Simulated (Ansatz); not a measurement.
From C to Ge: the atomisation energy (no zero-point term)

One atom is swapped for its congeners: C2H3ClF2 `CC(F)(F)Cl`; Si(CH3)ClF2; Ge(CH3)ClF2. All are singlets with charge 0.

Shapes, held fixed at every level: PBE0-D4/def2-TZVP. Programs: Ansatz 0.2.0. Values in eV.

(1) How should the atomisation energy change along the series?

Results:

(1) At CCSD(T)/def2-TZVPP the atomisation energy isn't monotonic: it is largest for Si and smallest for Ge (32.60 and 29.67 eV). Every level shows the same order. Relativity is left out for Ge unless named. Correlated rows may include outer-core shells of Ge, which these sets cover unevenly. Spin-orbit coupling, which grows down the group, is left out (summed over each molecule's free atoms 0.08, 0.09, 0.19 eV).

```json
{"level": "HF/def2-SVP", "C2H3ClF2": "22.41", "Si(CH3)ClF2": "24.88", "Ge(CH3)ClF2": "22.01"}
{"level": "SPW92/def2-TZVPP", "C2H3ClF2": "36.96", "Si(CH3)ClF2": "37.88", "Ge(CH3)ClF2": "34.80"}
{"level": "PBE-D4/def2-TZVPP", "C2H3ClF2": "32.32", "Si(CH3)ClF2": "33.75", "Ge(CH3)ClF2": "30.73"}
{"level": "r2SCAN-D4/def2-TZVPP", "C2H3ClF2": "31.42", "Si(CH3)ClF2": "33.55", "Ge(CH3)ClF2": "30.41"}
{"level": "r2SCAN0-D4/def2-TZVPP", "C2H3ClF2": "30.69", "Si(CH3)ClF2": "32.98", "Ge(CH3)ClF2": "29.75"}
{"level": "CCSD(T)/def2-SVP", "C2H3ClF2": "29.64", "Si(CH3)ClF2": "30.98", "Ge(CH3)ClF2": "28.36"}
{"level": "CCSD(T)/def2-TZVPP", "C2H3ClF2": "30.32", "Si(CH3)ClF2": "32.60", "Ge(CH3)ClF2": "29.67"}
```

The silicon compound is the most strongly bound relative to free atoms, and the germanium compound the least. Since the methyl group is common to all three, the differences mainly reflect the bonds to the central atom. Silicon is much less electronegative than carbon, so its bonds to fluorine and chlorine gain ionic character, probably reinforced by halogen lone-pair donation into σ* orbitals; this outweighs its weaker bond to methyl. In germanium, the filled 3d shell screens the nuclear charge poorly, which holds the 4s electrons tightly and makes them costlier to engage in four bonds. Longer bonds with poorer overlap add to the loss.

Enlarging the basis in CCSD(T) raises the silicon value most and the carbon value least, consistent with the need for flexible polarisation functions around the heavier centres. It also narrows the lead of carbon over germanium, so that part of the order is less secure than silicon's first place. These totals don't give individual bond strengths or resistance to hydrolysis, where kinetics matter too.
